A wurtzite crystal of ZnS can be strained in two ways that look alike on paper. In one, a and b are set and c finds its own length, as in a film held by its substrate. In the other, a and b are held and only c is changed, so stress remains along c as well as in the plane. The atoms relax inside the cell in both. Do the rows shown settle what the gap does when c alone is stretched by 2 and 3 %?

Wurtzite ZnS (4-atom cell, a = 3.807 Å, c = 6.245 Å) under strain, computed with Ansatz 0.2.0: plane-wave PAW, r2SCAN, scalar-relativistic, no spin polarisation, 500 eV cutoff, Gamma-centred 6×6×4 k mesh, Gaussian smearing of 0.02 eV. Atoms are relaxed in every strained cell. Changes are relative to the unstrained crystal, and band gaps are taken on the k mesh.

```
strain kind  strain (%)                 cell freedom  energy change (meV/atom)  volume change (%)  a change (%)  c change (%)  band gap (eV)
 biaxial ab          -3    length and tilt of c free                      18.5              -4.19         -3.00          1.83          2.746
 biaxial ab          -2    length and tilt of c free                       8.1              -2.80         -2.00          1.20          2.778
 biaxial ab          -1    length and tilt of c free                       2.0              -1.41         -1.00          0.59          2.787
 biaxial ab           1    length and tilt of c free                       1.9               1.41          1.00         -0.59          2.753
 biaxial ab           2    length and tilt of c free                       7.6               2.84          2.00         -1.16          2.657
 biaxial ab           3    length and tilt of c free                      16.7               4.27          3.00         -1.72          2.555
  clamped c          -3  cell held, only c stretched                       8.6              -3.00          0.00         -3.00          2.943
  clamped c          -2  cell held, only c stretched                       3.8              -2.00          0.00         -2.00          2.917
  clamped c          -1  cell held, only c stretched                       0.9              -1.00          0.00         -1.00          2.854
  clamped c           1  cell held, only c stretched                       0.9               1.00          0.00          1.00          2.698
  clamped c           2  cell held, only c stretched                         ?                  ?             ?             ?              ?
  clamped c           3  cell held, only c stretched                         ?                  ?             ?             ?              ?
```

The first three rows, biaxial compression, hold a surprise. Squeezing a semiconductor of this kind normally widens its gap. The lowest conduction state is antibonding between Zn and S, and shorter bonds push it up. Yet here the gap is largest at −1 % and then shrinks slightly, although the volume keeps falling. Something must work against the volume.

That something is the shape of the cell. When a and b are squeezed, c grows, so the ratio c/a rises. The top of the valence band consists mainly of sulfur p states, and wurtzite splits them into a pair lying in the plane (p_x and p_y, the doublet) and a single state along c (p_z, the singlet). At the zone centre, p orbitals that point at one another along a row of sulfur atoms meet with opposite signs, which is antibonding. Bringing the atoms closer along a direction therefore tends to raise the p state that points along it. The changing angles of the Zn–S bonds should play a part as well. In-plane compression is thus expected to lift the doublet towards the conduction band and take back much of what the smaller volume gains. This accounts for a flat gap; the downturn beyond −1 % needs something more, as the fit below shows.

In the next three rows, biaxial tension, the gap falls steeply, by about 0.10 eV per % from +1 to +3 %. The volume now grows, which lowers the gap, and c/a shrinks. If the doublet were still the top state, the new shape would widen the gap and soften the fall. The steep fall makes sense if the singlet has taken over, because shortening c raises it. Volume and shape then pull the same way.

The clamped rows test this idea with c alone. Clamped −3 % and biaxial −2 % have nearly the same volume, but their gaps differ by 0.165 eV, so volume cannot be the whole story. From −3 to −2 % the gap changes by only 0.026 eV, whereas from −1 to +1 % it falls by 0.078 eV per %. In the picture of two competing states, the singlet is on top when c is strongly compressed, and shape opposes volume. Near the starting cell the doublet is on top, and the two effects add.

The rows allow both series to bend at the same drop of c/a, roughly 1.6 to 2 %, as expected if c/a mainly decides which state is on top. The band edges from the same runs show where the bend arises. Under biaxial tension the conduction edge falls almost evenly, by 0.23 eV over the first per cent and 0.24 eV over the second. The valence edge falls by 0.21 eV and then by only 0.14 eV, so the bend belongs to the valence band. The clamped runs agree: from −3 % to the starting cell the conduction edge falls by 0.19 eV at each step, the valence edge by 0.17, 0.13 and 0.12 eV. These edges sit on an energy zero that itself moves with strain, so the change from step to step counts, not the size of a step. This is strong evidence for a switch but no proof, since neither the table nor the edges give the character of the states. Spin–orbit coupling, absent here, is comparable in ZnS with the splitting between them. It would mix part of the doublet with the singlet, so the bend is expected to become weaker and partly spread out.

The model needs two distances to the conduction band, D from the doublet and S from the singlet. The gap is the smaller one. Each row is assigned to a branch before the fit, guided by the bend: the four known rows with the largest drop of c/a go to the singlet, the others to the doublet. The fit therefore does not find the switch by itself. With v for the volume change and r for the change of c/a, both in %, a least-squares fit to the ten known rows gives, in eV:

D = 2.779 − 0.0482 v − 0.0313 r − 0.0032 r²

S = 2.867 − 0.0482 v + 0.0231 r

The opposite signs of the terms in r carry the physics: their difference, 0.054 eV per %, is the rate at which the two states move apart. A pure splitting is expected to move the singlet about twice as far as the doublet. The fitted terms do not show that ratio, so each probably also holds a shift of the conduction edge with shape. The r² term is an empirical correction whose cause is not established, and the downturn under biaxial compression rests on it. At −3 %, where r is about 5, the volume adds 0.20 eV, the linear shape term removes only 0.16 eV and the r² term removes 0.08 eV. Both edges seem to take part: with each further per cent of in-plane compression the conduction edge rises less (0.228, 0.217, 0.204 eV) and the valence edge more (0.219, 0.226, 0.235 eV). Six constants for ten rows also make a close fit easy, so its small error is no measure of a forecast.

For the unknown rows, stretching c raises both v and r by the same percentage. The doublet moves further above the singlet, so no new bend should appear and the gap should keep falling steeply. For c longer by 3 %, a row outside the fit, the estimate reads:

D = 2.779 − 0.0482 × 3 − 0.0313 × 3 − 0.0032 × 9 ≈ 2.51 eV

The forecasts from the fit are 2.61 ± 0.02 eV at +2 % and 2.51 ± 0.04 eV at +3 %. The misses below are counted from the less rounded values, 2.607 and 2.512 eV. The error bars are judgements. The main doubt is the r² term, which rests mostly on biaxial rows. A straight line through clamped −1 and +1 % gives slightly larger gaps, still inside the bars.

The energy should grow nearly with the square of the strain, but a little less in tension than in compression, because atoms pushed together repel ever more strongly. Scaling the 0.9 meV/atom at +1 % by the square of the strain gives forecasts of 3.6 ± 0.2 meV/atom at +2 % and 8.1 ± 0.6 at +3 %. The rounding of that 0.9 accounts for most of these bars. A fit with a square and a cube of the strain for each series puts the second at 7.95.

The withheld rows as computed:

```
strain kind  strain (%)                 cell freedom  energy change (meV/atom)  volume change (%)  a change (%)  c change (%)  band gap (eV)
  clamped c           2  cell held, only c stretched                       3.6               2.00          0.00          2.00          2.616
  clamped c           3  cell held, only c stretched                       8.1               3.00          0.00          3.00          2.533
```

Both gaps lie inside their bars, and the steep fall continues without a new bend. The fit is too low by 0.009 eV at +2 % and by 0.021 eV at +3 %, far more than its typical error of 0.001 eV on the rows it had seen. The plain straight line did better, with 2.620 and 2.542 eV. The absence of a new bend fits the physical picture, but the extra curvature did not help.

The size of the miss points to the r² term. It lowers the forecast at +3 % by 0.029 eV, while the computed gap, with the other terms kept, asks for only 0.029 − 0.021 = 0.008 eV. A likely reason is that volume and c/a change in opposite directions in the biaxial rows. A curvature learned there may combine effects of both, and it need not carry over to a stretch in which both increase. The edges point the same way: the conduction edge bends under biaxial compression but moves in even steps under clamped strain, so the curvature seems tied more to a than to c/a. The unstrained gap of 2.777 eV, which the fit did not use, would have given warning. It lies only 0.0014 eV above the mean of clamped −1 and +1 %, against 0.0032 eV from the r² term.

The energies also fall within their bars, and stretching does cost less than equal compression. The fit is low by 0.02 meV/atom at +2 % and by 0.15 at +3 %, the latter about 2 % of the computed energy. The unrounded energy at +3 % is 8.06 meV/atom, so about a quarter of that miss is rounding in the table. The rest is shared by a square term that is slightly too small and a difference between tension and compression that is slightly too large, both fixed only loosely by energies given to 0.1 meV/atom.

For a film, the sign of the in-plane strain thus matters as well as its size: the three gaps under compression lie within about 0.04 eV of one another, while tension beyond about 1 % lowers the gap quickly. The absolute gaps are too low, as is usual for such functionals, so the changes deserve more trust than the gaps themselves. The cubic form of ZnS, strained along the corresponding [111] axis, makes a useful comparison. Its three p states are level before straining, so without spin–orbit coupling the bend should sit at zero strain. In wurtzite the built-in splitting moves it to a shortened c/a. The printed output of the analysis follows.

The analysis program printed:

```
fit of band_gap on 10 rows: constant 2.779 +/- 0.00083, coefficient of vol -0.04823 +/- 0.00033, coefficient of upca -0.03128 +/- 0.00055, coefficient of upca2 -0.003196 +/- 0.00014, coefficient of lo 0.08772 +/- 0.0039, coefficient of loca 0.02309 +/- 0.0012; rms 0.000981, worst clamped c -0.00177, leave-one-out rms 0.00212
  rows outside the fit (model, value, miss): clamped c 2.607, 2.616, -0.00886; clamped c 2.512, 2.533, -0.0213
judged error bar of the gap at clamped +2 % (eV): 0.02
judged error bar of the gap at clamped +3 % (eV): 0.04
smallest model margin by which the assigned branch gives the smaller gap, all rows (eV): 0.008237
model margin of doublet over singlet at clamped +2 % (eV): 0.2092
straight-line gap at clamped +2 % (eV): 2.62
straight-line gap at clamped +3 % (eV): 2.542
gap slope, clamped -3 to -2 (eV per %): -0.026
gap slope, clamped -1 to +1 (eV per %): -0.078
gap slope, clamped +1 to +2 (eV per %): -0.082
gap slope, clamped +2 to +3 (eV per %): -0.083
gap slope, biaxial -2 to -1 (eV per %): 0.009
gap slope, biaxial +1 to +3 (eV per %): -0.099
gap of clamped -3 less gap of biaxial -2, nearly equal volumes (eV): 0.165
fit of energy_change on 10 rows: coefficient of c2 0.9198 +/- 0.013, coefficient of c3 -0.01214 +/- 0.0047, coefficient of b2 1.957 +/- 0.0019, coefficient of b3 -0.03319 +/- 0.00066; rms 0.0203, worst biaxial ab -0.039, leave-one-out rms 0.0573
  rows outside the fit (model, value, miss): clamped c 3.582, 3.6, -0.0179; clamped c 7.95, 8.1, -0.15
judged error bar of the energy at clamped +2 % (meV/atom): 0.2
judged error bar of the energy at clamped +3 % (meV/atom): 0.6
```
